# Solution key: Boltzmann–Matano analysis of a Ti / Ti–40 at.% Mo couple

## Problem

Pure Ti (left, $x\to-\infty$) is bonded to Ti–40 at.% Mo (right) and annealed at 1573 K for $t=25$ h $=9.0\times10^{4}$ s. At this temperature the couple is one bcc solid solution. With $N$ the mole fraction of Mo, $N^+=0.40$ and $Y=N/N^+$, the profile is represented by the illustrative curve

$$x(Y)=a\ln Y-b\ln(1-Y),\qquad a=200\ \mu\text{m},\quad b=20\ \mu\text{m},$$

with an arbitrary origin of $x$. The microprobe lists the same profile in wt.% Mo. Given: $M_{\rm Ti}=47.867$ and $M_{\rm Mo}=95.95$ g/mol, and approximate partial molar volumes $\bar V_{\rm Ti}=10.64$ and $\bar V_{\rm Mo}=9.39$ cm³/mol, taken as independent of composition. There is no porosity and the cross-section stays constant. Find the initial contact plane and $\tilde D$ at 36 at.% Mo ($Y=0.9$).

## The formula and its condition

Let $C$ obey $\partial_tC=\partial_x(\tilde D(C)\,\partial_xC)$ with a step from $C^-$ to $C^+$ at $x_0$ at $t=0$. The solution depends only on Boltzmann's variable (1894) $\lambda=(x-x_0)/\sqrt t$, so

$$-\frac{\lambda}{2}\frac{dC}{d\lambda}=\frac{d}{d\lambda}\Big(\tilde D\frac{dC}{d\lambda}\Big).$$

Integrate from the left end, where the gradient vanishes, up to $C^*$:

$$\tilde D(C^*)=-\frac1{2t}\left.\frac{dx}{dC}\right|_{C^*}\int_{C^-}^{C^*}(x-x_M)\,dC .$$

Carrying the integral up to $C^+$, where the gradient vanishes again, gives Matano's condition (1933)

$$\int_{C^-}^{C^+}(x-x_M)\,dC=0,$$

which is satisfied by $x_M=x_0$ and by no other plane. The Matano plane is therefore the initial contact plane in the frame of the couple ends. It is not the Kirkendall plane, since inert markers drift. Both equations are unchanged if $C$ is replaced by $\alpha C+\beta$ with constants $\alpha\neq0$ and $\beta$. They do change under a nonlinear change of variable.

**Integrals used below.** Three composition variables occur. Normalised to run from 0 to 1, each has the form

$$Z=\frac{sY}{1+(s-1)Y},\qquad \frac{dZ}{dY}=\frac{s}{[1+(s-1)Y]^2}.$$

Mole fraction has $s=1$. Weight fraction $w=NM_{\rm Mo}/M(N)$ has $s=M^+/M^-$, and $C=N/V_m(N)$ has $s=V^+/V^-$, because the mean molar mass $M$ and the molar volume $V_m$ are linear in $N$. Superscripts mark the ends. With $L(Y)=\ln[1+(s-1)Y]/(s-1)$, integration by parts uses $Z/Y=s\,dL/dY$ and $(1-Z)/(1-Y)=dL/dY$ and gives

$$x_M=\int_0^1x\,dZ=(b-as)\,L(1),$$

$$A(Y)=\int_0^{Z}(x-x_M)\,dZ'=aZ\ln Y+b(1-Z)\ln(1-Y)+(b-as)\,[L(Y)-Z\,L(1)],$$

$$\tilde D=-\frac{A}{2t}\,\frac{dx/dY}{dZ/dY},\qquad \frac{dx}{dY}=\frac aY+\frac b{1-Y}.$$

For $s\to1$, $L\to Y$, $x_M=b-a$ and the last term of $A$ vanishes. At $Y=0.9$, $dx/dY=422.2$ µm. Intermediate values are carried unrounded.

## Wrong attempt (the results of this section are wrong)

1. The ends are semi-infinite and the phase is single, so the profile depends on $\lambda$ only.
2. "Any measure of composition will do as $C$. Take the weight fraction as the microprobe lists it."
3. $M^+=0.6(47.867)+0.4(95.95)=67.10$ g/mol, so $w^+=57.2$ wt.% and $s=67.10/47.867=1.4018$.
4. $L(1)=0.8406$ and $b-as=-260.4$ µm, so $x_M=-218.9$ µm.
5. At $Y=0.9$ (53.0 wt.% Mo): $Z=0.9266$, $dZ/dY=0.7561$, $dx/dZ=558.4$ µm.
6. $A=-19.525-3.382+2.771=-20.136$ µm.
7. $\tilde D=558.4\times20.136\ \mu\text{m}^2/(1.8\times10^5\ \text{s})=6.247\times10^{-14}$ m²/s.

**Wrong answer:** $x_0=-218.9$ µm, $\tilde D=6.247\times10^{-14}$ m²/s.

## The symptom

**The answer depends on the unit.** Repeat the same steps with the profile in at.% ($s=1$). Then $x_M=b-a=-180.0$ µm, $A=-23.570$ µm and $\tilde D=5.529\times10^{-14}$ m²/s. The plane has moved by 38.9 µm, and the wt.% coefficient is 13 % above the at.% one. A couple has one contact plane, so at least one analysis is wrong. The second test shows that both are.

**Atoms are not conserved.** Count Mo per unit area with $C=N/V_m$. The right end has $V^+=0.6(10.64)+0.4(9.39)=10.14$ cm³/mol and $C^+=0.40/V^+=3.945\times10^4$ mol/m³. For a trial plane $x_t$ define

$$B(x_t)=\int_{-\infty}^{x_t}C\,dx-\int_{x_t}^{\infty}(C^+-C)\,dx ,$$

the Mo gained on the left minus the Mo lost on the right. Since $dB/dx_t=C+(C^+-C)=C^+$ and $B$ vanishes at the true contact plane, $B=C^+(x_t-x_0)$. The two integrals give $B=-1.74$ mol/m² at the wt.% plane and $B=-0.207$ mol/m² at the at.% plane. Either plane implies that Mo has vanished during the anneal.

## The faulty line

Line 2 is at fault. The starting equation is a conservation law, $\partial_tC=-\partial_xJ$, and it holds for amount per unit volume. Constant partial molar volumes give $\bar V_{\rm Ti}C_{\rm Ti}+\bar V_{\rm Mo}C_{\rm Mo}=1$. The time derivative of this relation gives $\partial_x(\bar V_{\rm Ti}J_{\rm Ti}+\bar V_{\rm Mo}J_{\rm Mo})=0$. The volume flux is thus uniform, and it is zero in the frame of the ends. That frame is the volume-fixed frame, in which $\tilde D$ is defined by $J_{\rm Mo}=-\tilde D\,\partial_xC_{\rm Mo}$, and $J_{\rm Ti}=-\tilde D\,\partial_xC_{\rm Ti}$ follows with the same $\tilde D$. The formula then holds exactly for $C_{\rm Mo}$, for $C_{\rm Ti}$ or for the volume fraction $\bar V_{\rm Mo}C_{\rm Mo}$. These are linearly related and share one Matano plane, although $V_m$ varies.

For the mole fraction, $C=N/V_m$ gives $f=dC/dN=\bar V_{\rm Ti}/V_m^2$ and $f'/f=-2V_m'/V_m$, with primes for $d/dN$. Dividing $f\,\partial_tN=\partial_x(\tilde Df\,\partial_xN)$ by $f$ yields

$$\partial_tN=\partial_x(\tilde D\,\partial_xN)-\frac{2\tilde D}{V_m}\frac{dV_m}{dN}\,(\partial_xN)^2 .$$

Line 2 drops the last term. For the weight fraction, $C=w/(vM_{\rm Mo})$ with the specific volume $v=1/\rho$ linear in $w$, and the dropped term is $-(2\tilde D/v)(dv/dw)(\partial_xw)^2$. Mole fraction is admissible only at constant molar volume, and weight fraction only at constant density. Across this couple $V_m$ falls by 4.7 %, while $\rho=M/V_m$ rises from 4.50 to 6.62 g/cm³, by 47 %. Line 1 survives, because the added terms respect the $\lambda$ scaling. It is the first integral in $\lambda$ that fails.

## The mended calculation

Take $Z=C/C^+$, so that $s=V^+/V^-=10.14/10.64=0.9530$.

1. $L(1)=1.0243$ and $b-as=-170.6$ µm, so $x_M=x_0=-174.7$ µm.
2. At $Y=0.9$: $Z=0.8956$, $dZ/dY=1.0390$, $dx/dZ=406.4$ µm.
3. $A=-18.872-4.809-0.388=-24.069$ µm.
4. $\tilde D=406.4\times24.069\ \mu\text{m}^2/(1.8\times10^5\ \text{s})=5.434\times10^{-14}$ m²/s.

**Model answer:** $x_0\approx-175$ µm and $\tilde D(36\ \text{at.\% Mo})\approx5.4\times10^{-14}$ m²/s.

**Equivalent route without $x_M$.** Integration by parts and Matano's condition give $-A=(1-Z^*)\int_{-\infty}^{x^*}Z\,dx+Z^*\int_{x^*}^{\infty}(1-Z)\,dx$. Insert $Z=YV^+/V_m$, $1-Z=(1-Y)V^-/V_m$ and $dZ/dY=V^+V^-/V_m^2$. The product $V^+V^-$ cancels:

$$\tilde D(Y^*)=\frac{V_m^*}{2t}\left.\frac{dx}{dY}\right|_{*}\left[(1-Y^*)\int_{-\infty}^{x^*}\frac{Y}{V_m}\,dx+Y^*\int_{x^*}^{\infty}\frac{1-Y}{V_m}\,dx\right].$$

This is the Sauer–Freise (1962) relation in the form given by Wagner (1969). It returns $5.434\times10^{-14}$ m²/s here. It is derived above only for linear $V_m(N)$, but it is also the standard relation when $V_m(N)$ is curved. Mole fraction appears in it legitimately, because every integrand carries $1/V_m$. An answer by this route earns full credit.

## Size of the error

Errors are departures from the mended analysis of the same curve. Four figures are kept only so that the columns can be compared, and the absolute values deserve two at most. The logarithmic tails make $\tilde D$ diverge slowly as $Y\to0$ or 1, so the curve is used for $0.1\le Y\le0.9$.

| | $C$ (mol/m³), correct | at.%, wrong | wt.%, wrong |
|---|---|---|---|
| $x_M$ (µm) | −174.7 | −180.0 | −218.9 |
| shift of plane (µm) | 0 | −5.3 | −44.1 |
| $\tilde D$ at 4 at.% ($10^{-13}$ m²/s) | 5.415 | 5.387 (−0.5 %) | 5.196 (−4.1 %) |
| $\tilde D$ at 20 at.% ($10^{-13}$ m²/s) | 1.854 | 1.864 (+0.5 %) | 1.951 (+5.2 %) |
| $\tilde D$ at 36 at.% ($10^{-13}$ m²/s) | 0.5434 | 0.5529 (+1.8 %) | 0.6247 (+15.0 %) |

The Mo that crosses the true plane is $C^+\int_{-\infty}^{x_0}Z\,dx=3.09$ mol/m². The imbalance $|B|$ is 56 % of this for the wt.% plane and 6.7 % for the at.% plane.

The coefficient suffers less than the plane because slope and area err in opposite directions near the ends. At 4 at.% the wt.% slope $dx/dZ$ is 0.743 of the correct one and the area is 1.292 times the correct one. A plausible $\tilde D$ is thus no proof of a correct analysis. The error in $\tilde D$ changes sign along the couple, so it flattens the composition dependence and cannot be removed by one factor. A plane misplaced by 5.3 or 44.1 µm passes in full into any Kirkendall shift reckoned from it.

## Neglected effects that rival the at.% error

**Thermal expansion.** The profile and the given volumes refer to room temperature, while diffusion took place 1280 K higher, and $\tilde D$ scales as length squared. The compiled linear expansion coefficient of Mo, $4.8\times10^{-6}$ K⁻¹ at 293 K (Kaye and Laby Online, NPL), would lengthen distances by 0.61 % and raise $\tilde D$ by 1.2 %. An approximate $9\times10^{-6}$ K⁻¹ for Ti would raise it by 2.3 %. Both are rough, since room-temperature coefficients are stretched over the whole interval and the Ti-rich end leaves the bcc structure on cooling. The correction is as large as the at.% error, but to first order it multiplies all three columns alike and leaves the percentages in place.

**Excess volume.** Add an illustrative term $-\Omega N(1-N)$ to $V_m$ with $\Omega=0.8$ cm³/mol. Then $V^+=9.95$ cm³/mol and $s=0.935$. This change of end volume alone, with $V_m$ kept linear between the ends, moves the correct plane to $-172.7$ µm and raises the at.% error at 36 at.% from 1.8 % to 2.5 %. The remaining curvature is $-\Omega N(N^+-N)$, at most 0.032 cm³/mol in size. It shortens the couple by about $\Omega N^{+2}\int Y(1-Y)\,dx/V_m=\Omega N^{+2}(a+b)/(2V_m)\approx1.4$ µm for $V_m\approx10.3$ cm³/mol. The contact plane reckoned from the left end and from the right end then differs by that amount, and the relation without $x_M$ is the one to use. The at.% error is therefore known only as about 2 % in $\tilde D$ and 5 to 7 µm in the plane. The wt.% error, 15 % and about 44 µm, stands well clear of both effects.

## Status of the numbers

All values belong to the model curve, not to Ti–Mo itself. The width $a$ was chosen to put the Ti-rich coefficient near the order of $10^{-12}$ m²/s that is typical of Mo in β-Ti around 1573 K. The curve lets $\tilde D$ fall by a factor of 10 between 4 and 36 at.% Mo. In real Ti–Mo the fall over this range is typically nearer two orders of magnitude, so the model's $5.4\times10^{-14}$ m²/s at 36 at.% is probably high by a factor of several to ten, and a steeper real profile would also alter the tabulated percentages.